A small oxide cluster of three zirconium and five oxygen atoms has been computed twice, once with two unpaired electrons (the triplet) and once with four (the quintet). The result spin gap is the energy of the quintet minus that of the triplet, so a positive value puts the triplet lower. Five levels of theory gave the five gaps below, and their labels have been taken off.

Spin gap of the neutral Zr3O5 cluster, computed with Ansatz 0.2.0 and tblite 0.8.0 at the levels listed. The gap is the energy of the quintet minus that of the triplet, each at its own PBE0-D4/def2-SVP geometry. The xTB methods use an electronic temperature of 300 K and no spin-polarisation term. Candidates: HF/def2-TZVP, r2SCAN-D4/def2-TZVP, SPW92/def2-TZVP, MP2/def2-TZVP, PBE-D4/def2-TZVP.

```
row  result spin gap (kJ/mol)
  A                     234.5
  B                     263.4
  C                     310.8
  D                     302.6
  E                      61.2
```

Two candidates start from wave functions. Hartree–Fock (HF) treats exchange exactly but lets each electron feel only the average field of the others. MP2 adds the lowest-order correction for correlation, the way electrons avoid one another from moment to moment. The other three are density functionals without exact exchange: SPW92 uses only the local density, PBE adds its gradient, and r2SCAN adds a measure of the local kinetic energy. In the labels, D4 marks a dispersion correction and def2-TZVP the basis set.

Two labelled results serve as clues. PBE0, with 25 % exact exchange, gives a gap of 233.1 kJ/mol, and BHLYP, with 50 %, gives 189.0 kJ/mol. Every level was applied to the same two structures, which had been relaxed with PBE0 in a smaller basis. The rows therefore differ in how they judge two fixed shapes, and a level allowed to relax its own structures could give a somewhat different gap.

**(a) Which electron has to move to turn the triplet into the quintet, and how should a method without correlation judge that move?**

*Solution.* Count the electrons with formal charges. Three zirconium atoms can give up four valence electrons each, twelve in all, and five oxygen atoms take up two each, ten in all. Two electrons stay on the metal, and with parallel spins they make the triplet. A quintet needs two more unpaired electrons, and the only supply is an electron pair of the oxide ions. One electron of such a pair has to go to zirconium, leaving a hole on oxygen.

The structures agree with this count. The cluster has two terminal oxygen atoms, each bound to a single zirconium atom at 1.75 Å in the triplet. In the quintet one of these bonds is stretched to 2.02 Å, while the other keeps its length. This points to a hole that sits mainly on one oxygen atom, an inference from electron count and shape rather than from a map of the spin density.

The move takes an electron out of a crowded place and puts it into a roomy one. In the compact valence shell of an oxide ion, an electron has many close neighbours, and avoiding them lowers the energy considerably. In the larger, mostly empty valence orbitals of zirconium it gains less in this way. Hartree–Fock leaves out this gain, so it should hold the oxygen electron too weakly and make the quintet too cheap.

The free ion O⁻ is a simpler system with the same fault. In reality its last electron is bound by about 1.5 eV, a rough recalled value, yet Hartree–Fock fails to bind it at all. The analogy covers the direction of the error and its order of magnitude, an electronvolt or more. It goes no further, because in the cluster the electron stays bound, somewhere on the metal atoms, and a bond stretches at the same time.

Exact exchange in a functional should push the same way. The approximate exchange of an ordinary functional is short-sighted, and in a chemical bond this happens to imitate part of the correlation between the bonding electrons. The triplet, with both short terminal bonds intact, should profit more from this imitation than the quintet. Replacing approximate by exact exchange takes the help away and should narrow the gap, as the step from PBE0 to BHLYP suggests.

**(b) Assign the letters A to E. Which assignments are sure, and which are not?**

*Solution.* Begin with a rough model in which the gap changes in proportion to the fraction $a$ of exact exchange. The two labelled hybrids fix the line. Their gaps differ by $233.1-189.0=44.1$ kJ/mol for a change of 0.25 in $a$, so

$$
\Delta(a)=233.1-44.1\,\frac{a-0.25}{0.25}\ \text{kJ/mol}.
$$

Without exact exchange, $a=0$, this gives $233.1+44.1=277.2$ kJ/mol. With full exact exchange, $a=1$, it gives $233.1-3\times44.1=100.8$ kJ/mol. The two hybrids are used up in drawing the line, so only the lettered rows can test it. It is a guide and not a law, because PBE0 and BHLYP also differ in the rest of their exchange and in their correlation.

Row E is Hartree–Fock, and this assignment is sure. At 61.2 kJ/mol it is the only lettered gap below that of BHLYP, where both the line and the argument of part (a) place a method with full exact exchange and no correlation. Giving E to MP2 instead would force Hartree–Fock above both hybrids, against the trend and against the mechanism.

The other four letters need a second argument. The local density approximation is known to bind atoms too strongly, so it should overcharge for a stretched Zr–O bond. Gradient corrections reduce this fault, and r2SCAN usually reduces it further. The gaps should then fall from SPW92 to PBE to r2SCAN. MP2 should lie above Hartree–Fock, but its correction may be of any size, so it could take any of the four places.

The line helps to choose among them. If MP2 is one of the two largest gaps, C or D, then PBE is B and r2SCAN is A. If MP2 is A or B, PBE has to be D. The estimate of 277 kJ/mol for a functional without exact exchange lies 14 kJ/mol from B and 25 kJ/mol from D. This favours B for PBE, and with it A for r2SCAN, but the margin is modest for so rough a line, and both assignments are probable rather than sure.

C and D remain for SPW92 and MP2, and here the reasoning stops. Both methods can give large gaps, for unrelated reasons, and the two values differ by only 8 kJ/mol. Neither argument is fine enough to order them, so this pair is ambiguous.

**(c) With the labels restored, does more exact exchange always mean a smaller gap, and what does Hartree–Fock lack?**

The rows with their labels:

```
       result level  result spin gap (kJ/mol)
           GFN1-xTB                     332.5
           GFN2-xTB                     279.8
       HF/def2-TZVP                      61.2
    SPW92/def2-TZVP                     302.6
   PBE-D4/def2-TZVP                     263.4
r2SCAN-D4/def2-TZVP                     234.5
  PBE0-D4/def2-TZVP                     233.1
 BHLYP-D4/def2-TZVP                     189.0
      MP2/def2-TZVP                     310.8
```

*Solution.* E is Hartree–Fock, B is PBE and A is r2SCAN, as assigned. Of the open pair, C is MP2 and D is SPW92. The line came out 14 kJ/mol too high for PBE, about 5 % of the PBE gap. For Hartree–Fock it was 40 kJ/mol too high, which is about two thirds of the small Hartree–Fock gap. The other two functionals without exact exchange fit less well than PBE: the line was 43 kJ/mol too high for r2SCAN, whose gap is almost that of PBE0, and 25 kJ/mol too low for SPW92. At that end the choice of functional thus matters as much as a quarter of exact exchange, and at the other, where correlation disappears as well, the line finds only the right direction.

The cleanest test of exact exchange is the step from PBE to PBE0. The two share the same density-functional ingredients, and essentially only a quarter of the exchange is replaced. The gap falls by 30 kJ/mol, so among these functionals exact exchange does favour the high-spin state. Why it does so remains an argument. Besides the lost imitation of correlation, there is a second candidate: functionals without exact exchange tend to make a hole confined to one atom too costly, and the gaps alone do not separate the two.

MP2 shows that the rule has a boundary. It is built on full exact exchange, just as Hartree–Fock is, and yet its gap is 310.8 kJ/mol, larger than that of any functional in the table. The fraction of exact exchange therefore does not fix the gap by itself. The treatment of correlation counts as well.

The same two rows give an estimate of the missing piece. Correlation at the MP2 level widens the gap by $310.8-61.2=249.6$ kJ/mol, or about 2.6 eV. This is the order of magnitude that the O⁻ ion suggested. Both Hartree–Fock states are nearly pure in spin, so the narrow gap does not come from an admixture of other spin states.

A popular short explanation says that a high-spin state loses correlation because it has fewer pairs of electrons with opposite spin. The parts of the MP2 energy show that this is too simple here. Opposite-spin correlation does weaken in the quintet, by 167 kJ/mol, although among more than a thousand such pairs only three are lost. Same-spin correlation weakens too, by 82 kJ/mol, although the number of same-spin pairs rises by three.

Where the electrons are seems to matter more than how many pairs they form, though the change of structure contributes too. An electron that leaves the oxide shell gives up close neighbours of both spins, so both parts of the correlation energy should shrink, as they do. This suggests a way to judge a related oxide cluster: count the electrons left on the metal. If the higher spin state needs an electron from oxygen, a narrow Hartree–Fock gap deserves suspicion.

MP2 is still no benchmark for the true gap. Its correction is about four times the gap that it corrects, and a lowest-order correction of that relative size may well overshoot. It also correlates the outer-core electrons of zirconium in a basis that lacks the functions meant for them. Its closeness to SPW92 is therefore no support for either.

The two xTB rows need separate treatment. These fast tight-binding methods were run without a term for spin polarisation, so they miss the energy that parallel spins gain by exchange, which should make their quintet too costly. They also find strong forces on the atoms in the PBE0 structures, which means that these shapes are not minima for them. That GFN2-xTB falls between PBE and SPW92 is thus no sign of accuracy.

For practical use, the order of the two states is firmer than their distance. All nine rows place the triplet below the quintet, even Hartree–Fock. The distance shrinks by $263.4-189.0=74.4$ kJ/mol between PBE and BHLYP, so a gap from a single functional should be quoted with an uncertainty of tens of kJ/mol. The order itself holds for the two states computed here. No singlet is tabulated, so the triplet need not be the ground state. The data also carry a warning that an occupied level lies above an empty one of the other spin, a sign that a lower state may exist, although the printed Hartree–Fock levels show no such crossing.
